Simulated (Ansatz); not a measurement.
# A series in volume per atom on ScH₃

Results calculated with Ansatz 0.2.0, not measured. Plane-wave density functional theory, PAW datasets, Gaussian smearing 0.05 eV: one cell in which all forces lie under 0.002 eV/angstrom; stress (xx yy zz yz xz xy) and pressure positive in compression; site moments are of spin alone; formation energy from the elements run alike, uncorrected.

Cell of the first row (space group Fm-3m, No. 225):
```
cell vectors (Å)
   0.0000     2.3211     2.3211
   2.3211     0.0000     2.3211
   2.3211     2.3211     0.0000
atoms (fractions of the cell vectors)
Sc  0.00000  0.00000  0.00000
H   0.50000  0.50000  0.50000
H   0.25000  0.25000  0.25000
H   0.75000  0.75000  0.75000
```

Settings of every row: paw set soft_2; functional PBEsol; spin treatment none; moment partition spheres; spin axis none; wave cutoff 420 eV; k mesh 10x10x10; SCF start atoms; lower state search light; symmetry use detected.

Atom first moment, atom hubbard u: 0 on all atoms.

Limits: the cell comes from a prototype or a list of computed structures and needn't be the stable phase.

| row | volume per atom (Å³) | formation energy (eV per atom) | pressure (GPa) | energy above relaxed cell (meV per atom) |
| --- | --- | --- | --- | --- |
| 1 | 6.253 | ? | ? | ? |
| 2 | 6.383 | -0.5487 | 2.49 | 1 |
| 3 | 6.513 | -0.5497 | 0.00 | 0 |
| 4 | 6.522 | -0.5497 | -0.17 | 0 |
| 5 | 6.643 | -0.5488 | -2.28 | 0.95 |
| 6 | 6.774 | -0.5461 | -4.35 | 3.64 |
| 7 | 6.787 | -0.5457 | -4.55 | 4.02 |
| 8 | 7.541 | -0.5018 | -13.31 | 47.93 |
| 9 | 8.379 | -0.4163 | -18.81 | 133.42 |
| 10 | 9.31 | -0.2967 | -21.94 | 252.99 |

Question: what formation energy and pressure should row 1 give?

Worked fit of formation energy. Take u = (V_r/V)^(2/3) − 1 with V_r = 6.774 Å³ an atom, which is twice the finite (Eulerian) strain; such expansions in the strain, on which the Birch-Murnaghan equation of state is built, carry the rest volume and the bulk modulus. The shown rows have u = 0.04043, 0.02654, 0.0256, 0.0131, 0, -0.00128, -0.06901, -0.13217, -0.19103. Least squares give formation energy = −0.54607 − 0.27571 × u + 5.2399 × u² − 0.786 × u³ eV per atom; a parabola predicts inner rows, each left out in turn, worse (root mean square 0.00029 against 4.2e-05 eV per atom). All shown rows lie on it to the printed digit. The withheld row has u = 0.0548, so the fit gives −0.54607 − 0.27571 × (0.0548) + 5.2399 × (0.0548)² − 0.786 × (0.0548)³ = -0.5456 eV per atom.

The calculation gave -0.5456 eV per atom. The fit meets it to the printed digit. This row lies beyond the range of the fit.

Worked fit of pressure. Take u = (V_r/V)^(2/3) − 1 with V_r = 6.774 Å³ an atom, which is twice the finite (Eulerian) strain; such expansions in the strain, on which the Birch-Murnaghan equation of state is built, carry the rest volume and the bulk modulus. The shown rows have u = 0.04043, 0.02654, 0.0256, 0.0131, 0, -0.00128, -0.06901, -0.13217, -0.19103. Least squares give pressure = −4.355 + 154.041 × u + 368.12 × u² + 228.3 × u³ GPa; a parabola predicts inner rows, each left out in turn, worse (root mean square 0.084 against 0.0055 GPa). The rows lie off it by 0.00, 0.00, 0.00, -0.01, 0.01, 0.00, 0.00, 0.00, 0.00. The pressure vanishes at u = 0.0266, or V = 6.513 Å³ an atom, and there the bulk modulus at fixed shape and fractions is B = −V dP/dV = (2/3)(1 + u) dP/du = 119 GPa. The withheld row has u = 0.0548, so the fit gives −4.355 + 154.041 × (0.0548) + 368.12 × (0.0548)² + 228.3 × (0.0548)³ = 5.23 GPa.

The calculation gave 5.23 GPa. The fit meets it to the printed digit. This row lies beyond the range of the fit.

The other values of row 1: energy above relaxed cell 4.15 meV per atom.
